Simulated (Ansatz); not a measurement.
# ScAl2: pressure against volume scale

Results calculated with Ansatz 0.2.0, not measured. Free energy against uniform scaling of the volume at fixed shape and fractions; periodic cell, basis, potentials, k mesh and filling as listed.

The cell before it is scaled or strained (space group Fd-3m, No. 227):
```
CELL_PARAMETERS angstrom
0.00000 3.77770 3.77770
3.77770 0.00000 3.77770
3.77770 3.77770 0.00000
ATOMIC_POSITIONS crystal
Sc 0.50000 0.50000 0.50000
Sc 0.75000 0.75000 0.75000
Al 0.12500 0.12500 0.12500
Al 0.62500 0.12500 0.12500
Al 0.12500 0.62500 0.12500
Al 0.12500 0.12500 0.62500
```

Settings of every row: functional LDA; dispersion none; potentials PAW; wave cutoff 653.07 eV; density cutoff 2612.3 eV; k mesh 5x5x5; k shift 0x0x0; occupations methfessel paxton; smearing width 0.1 eV; spin none; xc grid level 2; SCF threshold exponent -7.

Limits: coarse k mesh, up to 40 meV an atom off; stress loosely converged; the cell comes from a prototype or a list of computed structures and needn't be the stable phase.

```
row  volume scale  V (Å³/atom)  pressure (GPa)  energy above lowest point (meV/atom)
  1          0.88       15.814            9.95                                  40.9
  2          0.92       16.533            4.38                                   9.2
  3          0.96       17.252               ?                                     ?
  4             1       17.971           -3.77                                     9
  5          1.04       18.689           -6.72                                  32.8
  6          1.08       19.408            -9.1                                  68.5
  7          1.12       20.127             -11                                 113.7
```

Question: what pressure should row 3 give?

Worked fit of pressure. Take u = (V_r/V)^(2/3) − 1 with V_r = 18.33 Å³ an atom, which is twice the finite (Eulerian) strain; such expansions in the strain, on which the Birch-Murnaghan equation of state is built, carry the rest volume and the bulk modulus. The shown rows have u = 0.10344, 0.07121, 0.01327, -0.01285, -0.03738, -0.06044. Least squares give pressure = −5.325 + 112.61 × u + 320.1 × u² + 181.2 × u³ GPa; a parabola predicts inner rows, each left out in turn, worse (root mean square 0.032 against 0.0084 GPa). All shown rows lie on it to the printed digit. The pressure vanishes at u = 0.0421, or V = 17.23 Å³ an atom, and there the bulk modulus at fixed shape and fractions is B = −V dP/dV = (2/3)(1 + u) dP/du = 97.6 GPa. The withheld row has u = 0.04123, so the fit gives −5.325 + 112.61 × (0.04123) + 320.1 × (0.04123)² + 181.2 × (0.04123)³ = -0.13 GPa.

The calculation gave -0.12 GPa. The fit lies 0.01 GPa (8.3 % of the value, 0.048 % of the column's range) below it, one unit of the last digit.

The other values of row 3: energy above lowest point 0 meV/atom.
